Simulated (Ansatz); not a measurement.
**Sn: energy along a strain**

Sn, Fd-3m, a = 6.491 Å (as given, not relaxed at this level: -0.3 GPa). Ansatz: LDA, PAW, 420 eV, Γ-centred 12×12×12 mesh on 2 atoms, Gaussian smearing 0.15 eV; no spin polarisation. Cell vectors (Å): 0.000 3.246 3.246; 3.246 0.000 3.246; 3.246 3.246 0.000. The cell is strained by x per cent times the pattern (0 1 0 0 0 0) in the order xx yy zz yz xz xy (engineering shears), with fractional coordinates held. y is the free energy over the start, V0 = 34.189 Å³/atom.

```tsv
x (%)	y (meV/atom)
-2.00	1.31
-1.50	0.45
-1.00	?
0.00	0.00
0.50	0.54
1.00	1.42
1.50	2.62
2.00	4.16
```

Problem. Fit y = c1 x + c2 x² + c3 x³ to the other rows, get the stiffness along the pattern, and predict the missing energy.

Solution. Least squares on the rows shown. y = 0.7403 x + 0.6835 x² − 0.007030 x³. The clamped-ion stiffness p·C·p = 2 × 6.835 eV × 160.2 / 34.189 Å³ = 64 GPa, which is C22 in these axes (C11 of the cubic crystal) (second derivative at the start, which stands under stress). At x = -1.00 the fit asked for gives -0.05 meV/atom. The run gave -0.05 meV/atom, the same to the digits shown.

The energy curve is nearly harmonic, and its positive slope at the start means the crystal would gain energy by contracting. The minimum along this path therefore lies at slight compression, which is why the missing point falls just below the reference. It is not the equilibrium lattice constant, because the transverse axes are held and Poisson coupling shifts the optimum. The small negative cubic term is the usual bond anharmonicity: repulsion steepens the compressed side, while stretching weakens the bonds.

A stiffness of 64 GPa is modest for a tetrahedral covalent network. It reflects the long bonds of grey tin, whose diffuse 5s and 5p orbitals overlap less effectively than the valence orbitals of silicon or germanium. Holding the fractional coordinates costs nothing here, since strain along a cubic axis leaves the two diamond sublattices without a symmetry-allowed relative displacement; the clamped-ion and relaxed-ion values of C11 therefore coincide. Mechanical stability does not follow from this one constant, as it also depends on C12 and C44.
